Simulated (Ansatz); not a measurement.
The calculation used Ansatz, DFT PBE, scalar-relativistic, plane waves, PAW. All cells share a 420 eV cutoff and Γ-centred k meshes spaced at most about 0.3 Å⁻¹ (about 0.25 or finer for metals, 2π included). No spin polarisation in the final relaxations.

All energies are static (0 K, no zero-point motion).

Compare these two cells of Si2Ge3, each relaxed at this level.

A.

```
CELL_PARAMETERS angstrom
2.79910 0.00000 0.00000
-1.39955 2.42409 0.00000
0.00000 0.00000 13.02443
ATOMIC_POSITIONS crystal
Si 0.00000 0.00000 0.90608
Si 0.00000 0.00000 0.09392
Ge 0.00000 0.00000 0.29099
Ge 0.00000 0.00000 0.50000
Ge 0.00000 0.00000 0.70901
```

B.

```
CELL_PARAMETERS angstrom
2.95035 0.00000 0.00000
-1.47518 2.55508 0.00000
0.00000 0.00000 23.34283
ATOMIC_POSITIONS crystal
Si 0.33333 0.66667 0.80363
Si 0.33333 0.66667 0.00000
Si 0.33333 0.66667 0.19637
Si 0.66667 0.33333 0.50000
Ge 0.33333 0.66667 0.59572
Ge 0.33333 0.66667 0.40428
Ge 0.66667 0.33333 0.70755
Ge 0.66667 0.33333 0.90103
Ge 0.66667 0.33333 0.09897
Ge 0.66667 0.33333 0.29245
```

**Question.** Which is lower in energy, and by how much?

**Answer.** A is lower, by 151 meV/atom. A has space group P6/mmm (No. 191), 17.7 Å³/atom and no gap on its mesh; B has Si and Ge ordered on hcp sites, space group P-6m2 (No. 187), 17.6 Å³/atom and no gap. Counting Ge atoms around Si (those within 1.25 times the shortest such distance or 1.15 times the sum of covalent radii; the shortest distance is added where it is long for a bond; a slash parts the counts of unlike sites), A has Si 1 and B has Si 6 from 2.8 Å/6 from 2.9 Å. Even the lower one lies +0.31 eV/atom against the reference forms of the elements (uncorrected), so neither is stable at this level. Both come from invented guesses.

No dispersion correction is applied, so the spacing and binding between layers, chains or molecules are poorly described (P-6m2), and this can change margins and order among such cells. Cells relaxed within their symmetry can be saddle points.

The lower cell, A, is a simple hexagonal stack and the higher one, B, is close-packed. Since their volumes are almost equal, the 151 meV/atom gap probably reflects bonding rather than density. A keeps short contacts along the stacking axis and so some directional covalent character, whereas B spreads the same valence electrons over more, longer contacts. B also has far more Si–Ge neighbours yet gains no advantage from them, as expected for two elements of the same group with similar electronegativity and little charge transfer.

Both cells lie well above the elements because they give up the tetrahedral sp³ network, whose bonding–antibonding splitting stabilises Si and Ge and opens their gaps. The missing gap is therefore in keeping with the dense metallic forms both elements adopt under pressure, where silicon likewise turns simple hexagonal before it becomes close-packed. The result says nothing against the familiar diamond-type Si–Ge alloys, and because framework and atomic order change together, it can't assign the energy difference to either alone.
